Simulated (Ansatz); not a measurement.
## Strength of the S–In bond: InH3(SH2) → InH3 + H2S

Species: InH3(SH2), singlet; InH3 `[InH3]`, singlet; H2S (hydrogen sulfide) `S`, singlet. 

Shapes, held fixed at every level: PBE0-D4/def2-TZVP. Programs: Ansatz 0.2.0. The zero-point and thermal change to 298 K, harmonic and unscaled (PBE0-D4/def2-TZVP), is -6.7 kJ/mol.

| level | kind | ΔH(298 K) (kJ/mol) | less CCSD(T)/def2-TZVPP |
| --- | --- | --- | --- |
| HF/def2-TZVPP | Hartree–Fock | +13.4 | -20.6 |
| BHLYP-D4/def2-TZVPP | global hybrid | +35.5 | +1.5 |
| PBE0-D4/def2-TZVPP | global hybrid | +38.3 | +4.3 |
| r2SCAN0-D4/def2-TZVPP | global hybrid | +39.4 | +5.4 |
| wB97X-V/def2-TZVPP | range-separated hybrid | +35.4 | +1.4 |
| MP2/def2-TZVPP | perturbation theory | +37.6 | +3.6 |
| CCSD/def2-TZVPP | coupled cluster or CI | +30.7 | -3.3 |
| CCSD(T)/def2-TZVPP | coupled cluster or CI | +34.0 | 0.0 |

The highest level, CCSD(T)/def2-TZVPP, gives ΔH(298 K) = +34.0 kJ/mol; the levels span +13.4 to +39.4. Both fragments are taken as closed shells, so no electrons are unpaired. The column of differences is taken from that level and isn't an error. No measured value is set beside it here. For atoms past krypton def2 sets carry core potentials with scalar relativity. Outer-core shells of In are correlated in most correlated rows, in sets that cover them unevenly.

Dissociation is endothermic at every level, but the S–In bond is weak, at +34.0 kJ/mol with CCSD(T). It is a dative bond: a sulfur lone pair donates into the largely 5p acceptor orbital of trigonal InH3. The diffuse acceptor orbital and the modest donor strength of H2S limit the gain from overlap and charge transfer, and pyramidalisation of the InH3 unit costs part of it.

Hartree–Fock recovers less than half of the CCSD(T) enthalpy, so electron correlation is essential to the strength of this contact, probably through both dispersion and a better description of donor–acceptor polarisation. The totals alone cannot separate these two contributions. Connected triples strengthen the bond further, from +30.7 to +34.0 kJ/mol, whereas MP2 lies above both coupled-cluster values.

The results support a weakly bound adduct in terms of enthalpy, but not its persistence at room temperature, since the entropy gained when one molecule separates into two favours dissociation and could offset much or all of the binding.
